Ten calculations treat the same crystal of aluminium with the same density functional. They should give the same pressure, and they don't.

Pressure of fcc aluminium at 16.60 Å³ per atom, from PBE calculations without spin polarisation or spin–orbit coupling with the programs named, not all in recent releases. All use a static lattice, an 11×11×11 k mesh and Fermi–Dirac smearing of 0.05 eV. Basis values in eV are plane-wave cutoffs; pressure is positive in compression and leaves out Ansatz's Pulay correction.

| program | potentials | basis | pressure (GPa) |
| --- | --- | --- | --- |
| OpenMX | OpenMX 2013 PBE set | standard | -1.760 |
| ABACUS | PseudoDojo NC SR 0.4.1 PBE standard | 558 eV | -0.660 |
| JDFTx | PseudoDojo SR PBE 0.5 standard | 544 eV | -0.660 |
| ABINIT | JTH PAW PBE v2.0 | 408 eV | -0.580 |
| ABINIT | JTH PAW PBE v2.0 | 544 eV | -0.550 |
| Ansatz | Ansatz PAW | 420 eV | -0.490 |
| Quantum ESPRESSO | SSSP 1.3 efficiency PBE | 748 eV | -0.490 |
| Ansatz LAPW | all electron LAPW, scalar relativistic | 0.001 eV/atom basis error | -0.430 |
| GPAW | GPAW PAW data sets (gpaw data 1.2.1) | 600 eV | -0.300 |
| SIESTA | PseudoDojo 0.4 standard, converted to PSML | DZP | -0.280 |

Pressure is minus the slope of the energy with volume. A negative value means that the crystal is slightly stretched and would lower its energy by shrinking. An energy error that is the same at every volume drops out of the slope: the Ansatz and Ansatz LAPW rows differ by about 6000 eV in total energy, because their energy zeros differ, yet their pressures are close. Only an error that changes as the crystal is stretched can move the pressure.

**(a) Is the choice of program itself the cause?**

*Solution.* The first column makes this tempting, but most rows change the program, the potential and the basis together. ABACUS and JDFTx come closest to changing the program alone. They use two versions of the same family of potentials, which replace the nucleus and inner electrons by a smooth effective force, and similar plane-wave cutoffs. The cutoff is the highest kinetic energy of the waves from which the electron states are built.

Their unrounded pressures differ by 0.005 GPa, while the seven plane-wave rows (ABACUS to GPAW, without LAPW) span 0.36 GPa. Two independently written programs can thus agree far better than the table as a whole. This tests only these two, but it points to what the programs are fed as the likelier cause.

**(b) Six of the seven plane-wave rows lie below the all-electron LAPW row. Is this because they freeze the inner electrons?**

*Solution.* Every row except LAPW treats three electrons per atom and keeps the inner ten as they are in the free atom. LAPW lets at least eight of those ten respond to the crystal as well. The plane-wave rows lie on average 0.10 GPa below it, which looks like the price of the frozen core. A second effect, however, pushes the same way.

When a crystal is stretched with a fixed set of plane waves, the waves are stretched too and their kinetic energies fall. The basis becomes coarser, so the computed energy rises too steeply and the pressure comes out too low. Kinetic energy scales as volume to the power −2/3, so 1 % more volume lowers the effective cutoff by about 0.67 %. The amount to be added to the pressure, known as the Pulay correction, is therefore

ΔP = −(2/3) (1/V) dE/d ln E_cut,

where V is the volume per atom, E the energy per atom and E_cut the cutoff.

The two ABINIT rows supply the slope. From 408 to 544 eV the energy falls by 3.17 meV per atom, while ln(544/408) = 0.288, so the slope is −0.0110 eV. With V = 16.60 Å³ and 1 eV/Å³ = 160.2 GPa,

ΔP = (2/3) × 0.0110 / 16.60 × 160.2 ≈ 0.07 GPa.

This is an average between the two cutoffs, and it uses the ABINIT energies but not the ABINIT pressures. Those rise by 0.03 GPa over the same step, in the direction that the argument demands. The rise shows only how much the error changes from one cutoff to the other, and the error itself can be larger. A pressure that barely moves when the cutoff is raised may still be off by more than it moved.

The Ansatz row allows a direct test, because that program also prints its own correction, again 0.07 GPa. Adding it moves the pressure from −0.49 to −0.42 GPa, next to the LAPW value of −0.43 GPa. Such close agreement is finer than either basis guarantees, and small errors may cancel in it. Still, for this potential the gap that looked like a frozen-core error can be accounted for by the plane-wave basis. For ABINIT the estimate covers only about half of the gap of 0.12 to 0.15 GPa, so something else adds to it there. Quantum ESPRESSO doesn't fit a simple rule either: it has the highest cutoff, 748 eV, yet lies about as far below LAPW as Ansatz does without its correction.

**(c) What causes the rest of the spread, and does it matter for a lattice constant?**

*Solution.* The frozen core is common to nine rows, so it can hardly explain why they differ among themselves. The correction in (b), known for two potentials only, is about a fifth of the plane-wave spread, and it explains only pressures that are too low. GPAW lies 0.13 GPa above LAPW, on the other side. The likeliest source of the remaining differences is the construction of each potential, though a firm verdict would need every potential run at more than one cutoff, as only ABINIT's was.

SIESTA shows how another kind of basis can act. It builds the electron states from orbitals centred on the atoms, with the same version of the PseudoDojo potential as ABACUS, converted to another file format. Its energy lies 59 meV per atom higher, which would fit a less complete basis, and its pressure is 0.38 GPa higher. Atom-like orbitals describe separated atoms better than a dense metal, so their error may shrink on stretching; the energy would then rise too slowly and the pressure come out too high.

The size is reasonable. To produce the whole difference, the 59 meV would have to shrink by only 0.4 meV for each 1 % of added volume. Since the version of the potential is the same, the basis is the natural suspect. But the conversion of the file and the way each program handles the potential may also shift the energy somewhat, and the plane waves of ABACUS are not complete either. The 59 meV is therefore no exact measure of SIESTA's basis error. How it changes with volume was not computed, so this remains an argument, not a measurement. Nor does SIESTA need to have a better basis than ABACUS because it lies closer to LAPW: errors may cancel.

OpenMX, the other program with atom-centred orbitals, departs in the opposite direction and much further, to 1.33 GPa below LAPW. So the use of local orbitals doesn't by itself decide on which side of LAPW a row falls. Their error can also grow on stretching, because each atom then gets less help from the orbitals of its neighbours. OpenMX brings its own potentials as well as its own orbitals, and this one row can't tell which of them is responsible.

For a lattice constant, a pressure difference is divided by the bulk modulus, very roughly 78 GPa for aluminium, to give the relative change in equilibrium volume; a third of that is the change in length. For cells relaxed by the pressures in this table, the plane-wave spread then amounts to about 0.15 % in the lattice constant. The distance of OpenMX from LAPW amounts to about 0.6 %. Either can matter where small changes of length are compared, as in thermal expansion or alloying, so such a comparison should keep the same potential for each element and the same basis settings throughout. With plane waves, it also helps to fit energies computed at several volumes with the same cutoff. Each volume then gets its own set of waves, which largely avoids the error described in (b). The pressure differences between rows are safer than any single pressure, since all rows share a k mesh and a smearing whose own errors were not tested.

The same reasoning carries over to another simple metal: ask how the error of each basis changes when the crystal is stretched. By itself, a fixed set of plane waves makes the pressure too low, and the more so the faster the energy still falls with the cutoff. The output below gives every row relative to LAPW, together with the estimate from the ABINIT energies.

Output of the analysis:

```
Pressure against all-electron LAPW:
               row  pressure GPa  pressure less LAPW GPa  rough shift of equilibrium volume in percent
            OpenMX         -1.76                   -1.33                                        -1.705
            ABACUS         -0.66                   -0.23                                       -0.2949
             JDFTx         -0.66                   -0.23                                       -0.2949
            ABINIT         -0.58                   -0.15                                       -0.1923
            ABINIT         -0.55                   -0.12                                       -0.1538
            Ansatz         -0.49                   -0.06                                      -0.07692
  Quantum ESPRESSO         -0.49                   -0.06                                      -0.07692
       Ansatz LAPW         -0.43                       0                                             0
              GPAW          -0.3                    0.13                                        0.1667
            SIESTA         -0.28                    0.15                                        0.1923
Spread of the seven plane-wave rows, GPa: 0.36
Same spread as energy error per 1 percent of volume, meV per atom: 0.373
Same spread as rough shift of lattice constant, percent: 0.1538
Mean of plane-wave rows less LAPW, GPa: -0.1029
Plane-wave rows below LAPW, number: 6
Plane-wave rows above LAPW, number: 1
Rank correlation of cutoff and pressure in plane-wave rows: 0.3571
JDFTx less ABACUS, GPa: 0.00482
Ansatz PAW with Pulay correction less LAPW, GPa: 0.00429
Ansatz PAW without Pulay correction less LAPW, GPa: -0.06578
Pulay correction printed by Ansatz PAW, GPa: 0.07008
ABINIT pressure at 544 eV less that at 408 eV, GPa: 0.03
ABINIT energy change from 408 to 544 eV, meV per atom: -3.17
Estimated mean missing pressure between the two ABINIT cutoffs, GPa: 0.0709
SIESTA energy above ABACUS, meV per atom: 59.24
SIESTA pressure less ABACUS, GPa: 0.38
Fall of that energy excess needed per 1 percent of stretching, meV per atom: 0.3937
OpenMX pressure less SIESTA, GPa: -1.48
```
